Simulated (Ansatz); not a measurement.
Bi2Se3: pressure and largest V_zz as volume scale varies

Results calculated with Ansatz 0.2.0, not measured. Periodic Kohn-Sham DFT of a crystal at fixed atoms, scaled to volume_scale times the given cell; pressure positive in compression, energy less spherical unpolarised free atoms, largest_vzz the field gradient of largest size among the nuclei.

The cell before it is scaled or strained (space group R-3m, No. 166):
```
Bi2Se3
1.0
      2.0715     1.1960     9.5453
     -2.0715     1.1960     9.5453
      0.0000    -2.3920     9.5453
Bi Se
2 3
Direct
  0.40080 0.40080 0.40080
  0.59920 0.59920 0.59920
  0.00000 0.00000 0.00000
  0.21170 0.21170 0.21170
  0.78830 0.78830 0.78830
```

Settings of every row: method all-electron PAW; functional PBEsol; relativity scalar; k mesh 6x6x6; filling fermi-dirac; smearing width 0.03 eV; nucleus gaussian.

Atom start moment: 0 on all atoms.

Limits: a layered crystal: even scaling strains the bonds within the layers, so this curve is stiffer than the crystal under pressure; field gradient without spin-orbit coupling on heavy atoms; no spin-orbit coupling on heavy atoms; small gap, it may come from the mesh.

```
row  volume scale  V (Å³/atom)  pressure (GPa)  largest V_zz (1e21 V/m^2)
  1          0.94       26.676           4.099                      7.692
  2          0.96       27.243           2.456                      7.675
  3          0.98       27.811           0.985                      7.656
  4          0.99       28.095           0.307                      7.646
  5             1       28.378          -0.334                      7.636
  6          1.01       28.662           -0.94                      7.625
  7          1.02       28.946          -1.515                      7.614
  8          1.04       29.513               ?                          ?
  9          1.06       30.081          -3.517                      7.567
```

Question: what pressure and largest V_zz should row 8 give?

Worked fit of pressure. Take u = (V_r/V)^(2/3) − 1 with V_r = 28.236 Å³ an atom, which is twice the finite (Eulerian) strain; such expansions in the strain, on which the Birch-Murnaghan equation of state is built, carry the rest volume and the bulk modulus. The shown rows have u = 0.03862, 0.02415, 0.01016, 0.00334, -0.00334, -0.00993, -0.01642, -0.04132. Least squares give pressure = −0.0165 + 95.698 × u + 273.72 × u² + 193 × u³ GPa; a parabola predicts inner rows, each left out in turn, worse (root mean square 0.0031 against 0.0011 GPa). The rows lie off it by 0.000, -0.001, 0.001, 0.001, -0.001, 0.000, 0.000, 0.000. The pressure vanishes at u = 0.0002, or V = 28.23 Å³ an atom, and there the bulk modulus at fixed shape and fractions is B = −V dP/dV = (2/3)(1 + u) dP/du = 63.9 GPa. Letting shape and atoms relax would as a rule lower it, by much in layered, chain or molecular crystals. The withheld row has u = -0.02906, so the fit gives −0.0165 + 95.698 × (-0.02906) + 273.72 × (-0.02906)² + 193 × (-0.02906)³ = -2.571 GPa.

The calculation gave -2.571 GPa. The fit meets it to the printed digit.

Worked fit of largest V_zz. Take t = volume scale − 0.99. The shown rows have t = -0.05, -0.03, -0.01, 0, 0.01, 0.02, 0.03, 0.07. Least squares give largest V_zz = 7.646 − 1.009 × t − 1.73 × t² 1e21 V/m^2; a straight line predicts inner rows, each left out in turn, worse (root mean square 0.0019 against 0.00023 1e21 V/m^2). All shown rows lie on it to the printed digit. The withheld row has t = 0.05, so the fit gives 7.646 − 1.009 × (0.05) − 1.73 × (0.05)² = 7.591 1e21 V/m^2.

The calculation gave 7.591 1e21 V/m^2. The fit meets it to the printed digit.
